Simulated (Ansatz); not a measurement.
TiAgHg₂: the change of energy less free atoms and pressure with volume scale

Results calculated with Ansatz 0.2.0, not measured. Periodic Kohn-Sham DFT of a crystal at fixed atoms, scaled to volume_scale times the given cell; pressure positive in compression, energy less spherical unpolarised free atoms, largest_vzz the field gradient of largest size among the nuclei.

The cell before it is scaled or strained (space group P4/mmm, No. 123):
```
TiAgHg2
1.0
      4.1500     0.0000     0.0000
      0.0000     4.1500     0.0000
      0.0000     0.0000     4.0600
Ti Ag Hg
1 1 2
Direct
  0.50000 0.50000 0.00000
  0.00000 0.00000 0.00000
  0.00000 0.50000 0.50000
  0.50000 0.00000 0.50000
```

Settings of every row: method all-electron LAPW; functional PBEsol; relativity scalar; k mesh 8x8x8; filling fermi-dirac; smearing width 0.03 eV; basis error target 1 meV/atom; nucleus gaussian.

Atom start moment: 0 on all atoms.

Limits: no spin-orbit coupling on heavy atoms.

```
row  volume scale  V (Å³/atom)  energy less free atoms (eV/atom)  pressure (GPa)
  1          0.94       16.432                           -2.7813          18.131
  2          0.96       16.782                                 ?               ?
  3          0.98       17.131                           -2.8434          10.634
  4          0.99       17.306                           -2.8541           9.021
  5             1       17.481                           -2.8631             7.5
  6          1.01       17.656                           -2.8705           6.068
  7          1.02        17.83                           -2.8764           4.718
  8          1.04        18.18                           -2.8839            2.25
  9          1.06        18.53                           -2.8864           0.062
```

Question: what energy less free atoms and pressure should row 2 give?

Worked fit of energy less free atoms. Take u = (V_r/V)^(2/3) − 1 with V_r = 17.569 Å³ an atom, which is twice the finite (Eulerian) strain; such expansions in the strain, on which the Birch-Murnaghan equation of state is built, carry the rest volume and the bulk modulus. The shown rows have u = 0.04561, 0.01697, 0.01011, 0.00335, -0.00329, -0.00978, -0.02253, -0.03488. Least squares give energy less free atoms = −2.86703 + 1.1126 × u + 16.343 × u² + 10.4 × u³ eV/atom; a parabola predicts inner rows, each left out in turn, worse (root mean square 0.00016 against 3.4e-05 eV/atom). All shown rows lie on it to the printed digit. The withheld row has u = 0.03102, so the fit gives −2.86703 + 1.1126 × (0.03102) + 16.343 × (0.03102)² + 10.4 × (0.03102)³ = -2.8165 eV/atom.

The calculation gave -2.8164 eV/atom. The fit lies 0.0001 eV/atom (0.095 % of the column's range) below it, one unit of the last digit.

Worked fit of pressure. Take u = (V_r/V)^(2/3) − 1 with V_r = 17.569 Å³ an atom, which is twice the finite (Eulerian) strain; such expansions in the strain, on which the Birch-Murnaghan equation of state is built, carry the rest volume and the bulk modulus. The shown rows have u = 0.04561, 0.01697, 0.01011, 0.00335, -0.00329, -0.00978, -0.02253, -0.03488. Least squares give pressure = 6.7668 + 215.91 × u + 700.37 × u² + 626 × u³ GPa; a parabola predicts inner rows, each left out in turn, worse (root mean square 0.01 against 0.0037 GPa). The rows lie off it by 0.000, -0.002, -0.001, 0.002, 0.004, -0.004, -0.001, 0.001. The withheld row has u = 0.03102, so the fit gives 6.7668 + 215.91 × (0.03102) + 700.37 × (0.03102)² + 626 × (0.03102)³ = 14.157 GPa.

The calculation gave 14.163 GPa. The fit lies 0.006 GPa (0.033 % of the column's range) below it; its largest miss of a shown row is 0.004 GPa.
